A band structure computed with the hybrid functional HSE06 is to be turned into one of PBE0 quality by moving the empty bands up by a single amount. Both functionals replace a quarter of the semilocal exchange by exact exchange. HSE06 does so only at short range, PBE0 at every distance. The table lets us see where a single shift is good enough, and where it is not.

Band levels of ZrSi3O8 (12-atom cell, space group Pmm2, a = 3.470, b = 5.814, c = 5.746 Å) at named k points with HSE06 (cheaper level) and PBE0 (costlier level), each measured from its own valence top. Both were computed with Ansatz 0.2.0 (plane-wave PAW, 420 eV cutoff, 4×4×4 k mesh, no spin polarisation) on the same r2SCAN-relaxed cell.

```
point name  band v2, cheaper level (eV)  band v1, cheaper level (eV)  band c1, cheaper level (eV)  band c2, cheaper level (eV)  band v2, costlier level (eV)  band v1, costlier level (eV)  band c1, costlier level (eV)  band c2, costlier level (eV)
     Gamma                       -0.277                       -0.096                        5.484                        6.426                        -0.275                        -0.096                         6.241                         7.191
         X                       -0.531                       -0.148                        6.340                        7.016                        -0.535                        -0.149                         7.109                         7.800
         S                       -0.710                       -0.282                        6.510                        6.999                        -0.712                        -0.284                         7.281                         7.780
         Y                       -0.671                       -0.057                        6.620                        7.257                        -0.670                        -0.055                         7.395                         8.043
         Z                       -0.428                       -0.169                        5.988                        7.239                        -0.429                        -0.170                         6.761                         8.015
         U                       -0.100                        0.000                        6.680                        6.931                        -0.100                         0.000                         7.456                         7.714
         R                       -0.254                       -0.115                        6.766                        7.106                        -0.255                        -0.116                         7.543                         7.891
         T                       -0.699                       -0.648                        6.674                        7.229                        -0.702                        -0.647                         7.455                         8.015
```

The cell was built from a tetragonal prototype, but once relaxed it is orthorhombic, with three unequal edges. In the table v1 is the highest filled band and v2 the one below it; c1 is the lowest empty band and c2 the one above it. Each level is measured from the valence top of its own calculation, which lies at U in both.

(a) How do the levels move from HSE06 to PBE0, and which k point breaks the pattern?

Solution. The filled levels hardly move against the valence top: the largest change at any of the eight points is 0.004 eV. The empty levels rise by nearly 0.8 eV. Leaving out Gamma, the mean rise is 0.775 eV for c1 and 0.783 eV for c2.

Gamma is the exception. Its c1 level rises by 0.757 eV and its c2 level by 0.765 eV, so each falls short of the mean of the other seven points by about 0.018 eV. The values are printed to 0.001 eV, so rounding cannot produce such a gap. The break is small, but it sits at the conduction minimum and so enters the band gap directly: a shift taken from the other points would make the PBE0 gap 0.018 eV too wide.

(b) Why is the shift so nearly the same at all k points, and how large should it be?

Solution. What PBE0 adds is exact exchange with the long-range part of the Coulomb interaction, erf(ωr)/r, where r is the distance between two electrons and ω sets the range. With the usual ω of about 0.11 per bohr, this function is nearly flat until r approaches 1/ω, roughly 5 Å. In a wide-gap insulator exchange acts mainly over shorter distances, about those of neighbouring bonds. To a first approximation the interaction can therefore be replaced by its value at r = 0:

V₀ = 2ω/√π

Exchange with a constant interaction only asks how much of a state lies in the space of filled states. For a filled state the answer is one, for an empty state zero, whatever its k point or its chemical character. A quarter of this exchange thus lowers every filled level by V₀/4 and leaves the empty ones where they are.

PBE0 also takes away a quarter of the long-range semilocal exchange. That exchange describes each electron as surrounded by a hole of exactly one electron, which in a constant interaction is worth −V₀/2 at any density. Removing a quarter of it raises all levels, filled and empty, by V₀/8. The two steps together give

filled levels: −V₀/4 + V₀/8 = −V₀/8
empty levels: +V₀/8
gap opening: V₀/4 = 0.25 × 2 × 0.11/√π hartree = 0.031 hartree = 0.84 eV

The computed gap grows from 5.484 to 6.241 eV, that is by 0.757 eV, so the estimate is about 12 % above the computed opening. It contains no bond length and no property of zirconium or silicon. This is why the choice between these two hybrids acts on a wide-gap oxide much like a fixed correction.

The band edges of the same two calculations, before they are aligned at the valence top, show that the gap does open on both sides. The valence top falls by 0.40 eV and the conduction bottom rises by 0.36 eV, where the estimate gives 0.42 eV for each. The exact-exchange energy agrees more closely still: it drops by 29.97 eV per cell, against 30.4 eV estimated for the 72 electrons treated. For the exact exchange among the filled states the constant interaction is thus a very good picture. It is a rougher one for the rise of the lowest empty state, which also depends on the semilocal exchange taken away.

When the gaps of two materials are compared, both should come from the same hybrid. Changing it for this silicate alone would alter the difference by about three quarters of an eV, although the shape of its bands stays almost as it was. The gaps themselves belong to a hypothetical crystal with fourfold zirconium and should not be read as those of a real zirconium silicate.

(c) Is Gamma low merely because its empty levels lie lowest in energy, and what could cause the shortfall?

Solution. To test this, a straight line in the HSE06 energy was fitted to the c1 shifts of the seven points other than Gamma; the printed analysis below has the details. Extended down to Gamma, which took no part in the fit, the line gives 0.766 eV. It thus accounts for about half of the shortfall and leaves 0.009 eV. Applied to c2, which was not fitted either, it again comes out 0.009 eV too high at Gamma, the largest miss in that band.

This remainder should not be pressed hard. When the line has to predict a point left out of its own fit, it errs by typically 0.006 eV, and Gamma lies half an eV below the lowest fitted level. The shortfall against a constant shift is clear; its division into a general stretch of the bands and something special to Gamma is not.

Theory offers two possible causes. Both arise because the long-range interaction is not quite constant but weakens slowly with distance.

The first lies in the exact exchange that is added. The cancellation that frees an empty state from it is then incomplete, and a little attraction remains. It is strongest for empty states that couple through a dipole to filled states at the same or nearby k points, and, other things being equal, this coupling grows as the energy between them shrinks. Gamma has the lowest level of both c1 and c2, which favours a stronger attraction and a smaller rise. Energy alone does not settle the order, though: c2 at Gamma lies above c1 at X and Z and still rises less. The strength of the dipole coupling, which the table does not give, would have to matter too.

The second lies in the semilocal exchange that is taken away. Where electrons are sparse, the hole around each one is wide, and the weakening of the interaction across it counts for more. Removing this exchange then raises a level less. The semilocal energy of the cell, leaving aside the PAW terms that the program lists separately, is consistent with such a departure: it rises by 28.51 eV, where a constant interaction would give 30.4 eV. An empty state that spreads into the sparse regions between the atoms should therefore rise less than one held close to them. Whether the states at Gamma are of that kind, the table does not say.

Either cause can give the right sign, but the table does not separate them, and the k mesh may contribute as well. In reciprocal space the long-range interaction is concentrated within about 0.22 per bohr, while neighbouring mesh points along the short cell edge are 0.24 per bohr apart. So few points sample it that differences of 0.01 to 0.02 eV between k points could change on a finer mesh. A repeat of both calculations with more k points would show whether Gamma's shortfall survives.

The analysis program printed:

```
fit of dc1 on 7 rows (point_c1 > min(point_c1)): constant 0.7187 +/- 0.035, coefficient of point_c1 0.008586 +/- 0.0054; rms 0.00302, worst T -0.00503, leave-one-out rms 0.00597
  rows outside the fit (model, value, miss): Gamma 0.7658, 0.757, 0.00875
Shifts from HSE06 to PBE0 and line less value in eV:
    row  v2 shift  v1 shift  c1 shift  c2 shift     c1 miss    c2 miss
  Gamma     0.002         0     0.757     0.765    0.008752    0.00884
      X    -0.004    -0.001     0.769     0.784    0.004102  -0.005094
      S    -0.002    -0.002     0.771     0.781    0.003562   -0.00224
      Y     0.001     0.002     0.775     0.786   0.0005061  -0.005024
      Z    -0.001    -0.001     0.773     0.776    -0.00292   0.004821
      U         0         0     0.776     0.783    2.13e-05  -0.004824
      R    -0.001    -0.001     0.777     0.785  -0.0002403  -0.005321
      T    -0.003     0.001     0.781     0.786    -0.00503  -0.005265
Gap with HSE06 (eV): 5.484
Gap with PBE0 (eV): 6.241
Gap opening found (eV): 0.757
Gap opening estimated with constant long-range interaction (eV): 0.8444
Mean c1 shift at the seven points other than Gamma (eV): 0.7746
Shortfall of c1 shift at Gamma against that mean (eV): 0.01757
Mean c2 shift at the seven other points (eV): 0.783
Shortfall of c2 shift at Gamma against that mean (eV): 0.018
Spread of c1 shift among the seven other points (eV): 0.012
Widening of band c1 over the named points (eV): 0.02
Raw shift of the valence top (eV): -0.4001
Raw shift of the conduction bottom (eV): 0.3562
Estimated size of each edge shift (eV): 0.4222
Change of exact-exchange energy per cell (eV): -29.97
Estimated change of exact-exchange energy for 72 electrons (eV): -30.4
Change of semilocal exchange-correlation energy per cell (eV): 28.51
Mesh step along a (per bohr): 0.2395
Mesh step along b (per bohr): 0.143
Width of the long-range interaction in reciprocal space (per bohr): 0.22
```
